**Question: Which bond is which, when all I have is four numbers per bond?**

I ran a density analysis on a silane molecule, SiH₄, next to a fluoroform molecule, CHF₃. Between each pair of linked atoms the program finds a bond critical point. There the electron density is lowest along the path from one atom to the other, but highest across it. I then lost track of which row belongs to which pair of atoms.

Bond critical points (QTAIM) of a neutral, singlet silane–fluoroform pair in the gas phase, from a PBE0/def2-SVPD single point with PySCF 2.14.0 at the GFN2-xTB geometry. All values are taken at the critical point, and the energy density is the sum of the kinetic and potential parts. Candidates: 5, 9, 6, 3, 1, 2, 8, 7.

```
row  density (a.u.)  laplacian (a.u.)  ellipticity  energy density (a.u.)
  A           0.004             0.014        5.967                  0.001
  B           0.281            -0.129        0.130                 -0.423
  C           0.117             0.320        0.002                 -0.063
  D           0.296            -1.260        0.000                 -0.337
  E           0.281            -0.123        0.131                 -0.424
  F           0.117             0.323        0.001                 -0.064
  G           0.117             0.320        0.002                 -0.063
  H           0.118             0.326        0.001                 -0.064
```

The candidate numbers stand for these pairs:

- 1: C–H in fluoroform
- 2: C–F, with the fluorine in the mirror plane that the pair of molecules nearly has
- 3: C–F, with a fluorine outside that plane
- 5: Si–H, length 1.457 Å
- 6: Si–H, length 1.461 Å
- 7 and 8: two Si–H bonds of 1.464 Å, nearly mirror images of each other
- 9: the contact between a silane hydrogen and the fluoroform hydrogen, 2.721 Å

Can the rows be assigned from the values alone? I would have given the highest density to C–F, as the strongest bond, and called every row with a positive Laplacian ionic.

**Answer**

The kind of bond can be assigned for every row, but two pairs of rows stay undecided. Both of your rules would mislead you, and the reasons are worth knowing.

**The contact**

Orders of magnitude come first. The bonds have densities of 0.1 to 0.3 atomic units, while row A has 0.004, about thirty times less than the lowest of the others. That is what two hydrogen atoms give when they merely stand near each other.

This can be estimated by hand. A free hydrogen atom has the density $e^{-2r}/\pi$, with $r$ in bohr. The contact length is $2.721/0.529 = 5.14$ bohr, so the midpoint is half of that from each nucleus. The two atoms together give $2e^{-5.14}/\pi = 0.0037$, which agrees with row A to the one digit printed, and nothing was fitted.

Part of this agreement is luck. When the free-atom densities of all the atoms are added at the actual critical point, the sum is 0.008, twice the computed value. The estimate is therefore good for the order of magnitude only. Still, the density lies below that of the free atoms, so no electrons have gathered between the molecules as they do in the bonds within them. Row A is candidate 9.

**The silicon–hydrogen bonds**

Rows C, F, G and H have a positive Laplacian and a negative energy density. The Laplacian, $L$, is the sum of the curvatures of the density in three directions. The energy density, $e$, is the sum of a kinetic part $g$, which is positive, and a potential part $v$, which is negative. The local virial relation links them:

$$\frac{L}{4} = 2g + v, \qquad e = g + v, \qquad\text{so}\qquad g = \frac{L}{4} - e .$$

For row H this gives $g = 0.326/4 + 0.064 = 0.146$ and $v = -0.064 - 0.146 = -0.210$. The ratio $|v|/g$ is then 1.4. A ratio above 1 makes the energy density negative, and only a ratio above 2 makes the Laplacian negative too. These four rows lie between the two limits, where polar bonds to a heavier atom are often found. The relation is built into the analysis, so it sorts the rows but proves nothing about them.

There are four such rows and four Si–H candidates, which fits. The positive Laplacian does not make these bonds ionic. It says that the density rises along the path, towards both atoms, more steeply than it falls off sideways. In Si–H the curvature along the path is about +0.7 and the two sideways curvatures add up to about −0.3. Silicon has a core of ten electrons, and the critical point, 0.7 Å from the nucleus, lies not far outside it. The density therefore climbs steeply towards silicon, even though the bonding electrons are shared. Bond orders of about 0.9 from the same calculation support the sharing.

**Carbon–hydrogen or carbon–fluorine**

Rows B, D and E remain, for one C–H and two C–F bonds. Here the ellipticity decides. It measures how unequal the two sideways curvatures are, and it is zero when the density around the path is round. The C–H bond lies on the threefold axis of fluoroform, and a threefold axis forces the two curvatures to be equal. A C–F bond has one hydrogen and two fluorines as neighbours on the carbon, so nothing forces them to be equal.

Row D has an ellipticity of 0.000, while B and E have about 0.13. So D is C–H, and B and E are C–F. In a hydrocarbon, a value well above zero is often read as a sign of a double bond. Here the low symmetry is enough to allow it.

The Laplacian fits this choice. Fluorine draws the electrons to itself, and the critical point ends up only 0.45 Å from carbon, a third of the way along the bond. The core of carbon is then close by, and the density climbs steeply towards both atoms, so the curvature along the path nearly cancels the sideways part. What is left is a small difference between large numbers, and it may well change with the basis set or the geometry. In C–H the climb is gentle, and the Laplacian stays strongly negative.

**What stays open**

Rows C and G agree in every printed digit, as mirror images should. They are candidates 7 and 8, in an order that the values cannot tell. Rows H and F should then be 5 and 6. I would give the shorter bond to row H, because closer atoms make the density rise more steeply along the path, and its Laplacian is slightly larger. That is a hint rather than a proof, since the lengths differ by only 0.004 Å and the neighbouring molecule could shift the values by as much. Rows B and E could be 2 and 3 either way round.

**The labels**

The rows with their labels:

```
row  density (a.u.)  laplacian (a.u.)  ellipticity  energy density (a.u.)
  1           0.296            -1.260        0.000                 -0.337
  2           0.281            -0.123        0.131                 -0.424
  3           0.281            -0.129        0.130                 -0.423
  4           0.281            -0.129        0.130                 -0.423
  5           0.118             0.326        0.001                 -0.064
  6           0.117             0.323        0.001                 -0.064
  7           0.117             0.320        0.002                 -0.063
  8           0.117             0.320        0.002                 -0.063
  9           0.004             0.014        5.967                  0.001
```

A is 9, D is 1, H is 5 and F is 6, as assigned. The open pairs turn out as E = 2 and B = 3, and as G = 7 and C = 8. The full table also holds row 4, the third C–F bond and the mirror image of row 3. These two agree in every printed digit, and row 2 differs slightly from both. With all three rows at hand, symmetry would have singled out row 2 as the bond in the mirror plane, though rows 3 and 4 would still look alike.

**Why the strongest bond does not have the highest density**

C–F is the stronger bond, yet C–H has the higher density, by 5%. To see why, take the free atoms, place them where they sit in the molecule, and add up their densities at each critical point. This sum is 58% higher for C–F than for C–H, so the free atoms alone would give the order you expected.

Forming the bonds reverses it. The free atoms already supply 93% of the density at the C–F point, but only 56% at the C–H point. In C–H the critical point lies close to the hydrogen, which has no core, and the shared electrons pile up there. In C–F much of the rearranged density probably lies nearer to fluorine, where a value taken at the critical point does not see it. The output below lists the free-atom shares, the curvatures and the energy ratios for all nine rows.

**How far to trust the contact**

The ellipticity of row A, almost 6, has nothing to do with a double bond either. One sideways curvature is close to zero, so the density is nearly flat in that direction. The fluoroform hydrogen faces two silane hydrogens at almost the same distance, and the critical point lies nearly midway between the two possible paths. A small shift of the molecules could probably make the path end at the other hydrogen. Read the row as "these molecules touch here", not as a link between two particular atoms.

Both molecules are used in chip making, silane to deposit silicon films and fluoroform to etch oxides. It would be tempting to read from such a table which bond breaks first in the reactor, but the C–H and C–F rows show that the density does not rank bonds between different elements.

For your next unlabelled table, take the size of the density first, to separate contacts from bonds. Then read the signs of the energy density and the Laplacian together, and use the ellipticity with the symmetry of the molecule in mind. Compare densities as a measure of strength only between bonds of the same two elements.

The analysis program printed:

```
Energy densities and curvatures (a.u.):
  row  G from the columns  V to G ratio  sideways curvature sum  curvature along path
    1               0.022         16.25                  -1.628                0.3678
    2              0.3932         2.078                  -1.315                 1.192
    3              0.3907         2.082                  -1.313                 1.184
    4              0.3907         2.082                  -1.313                 1.184
    5              0.1455         1.441                 -0.3491                0.6751
    6              0.1447         1.441                 -0.3438                0.6668
    7               0.143         1.442                  -0.341                 0.661
    8               0.143         1.441                  -0.341                 0.661
    9              0.0025        0.6667               -0.003346               0.01735
Free atoms and places:
  row  length (A)  point to C or Si or fluoroform H (A)  free-atom density (a.u.)  free-atom share (%)
    1       1.103                                0.7337                    0.1649                55.69
    2       1.328                                  0.45                    0.2603                92.62
    3       1.328                                0.4465                    0.2603                92.62
    4       1.328                                0.4462                    0.2603                92.62
    5       1.457                                0.7149                   0.09088                77.02
    6       1.461                                0.7144                   0.09047                77.33
    7       1.464                                0.7173                   0.09077                77.58
    8       1.464                                0.7173                   0.09077                77.58
    9       2.721                                 1.243                  0.008149                203.7
Lowest Si-H density over contact density (ratio): 29.25
C-H density above mean C-F density (%): 5.338
Free-atom C-F density above free-atom C-H density (%): 57.87
Mean C-F density over mean Si-H density (ratio): 2.397
Spread of Si-H density (%): 0.8547
Spread of Si-H length (A): 0.007
Midpoint density of two free H atoms at the contact length (a.u.): 0.003722
Free H pair estimate less computed contact density (%): -6.953
```
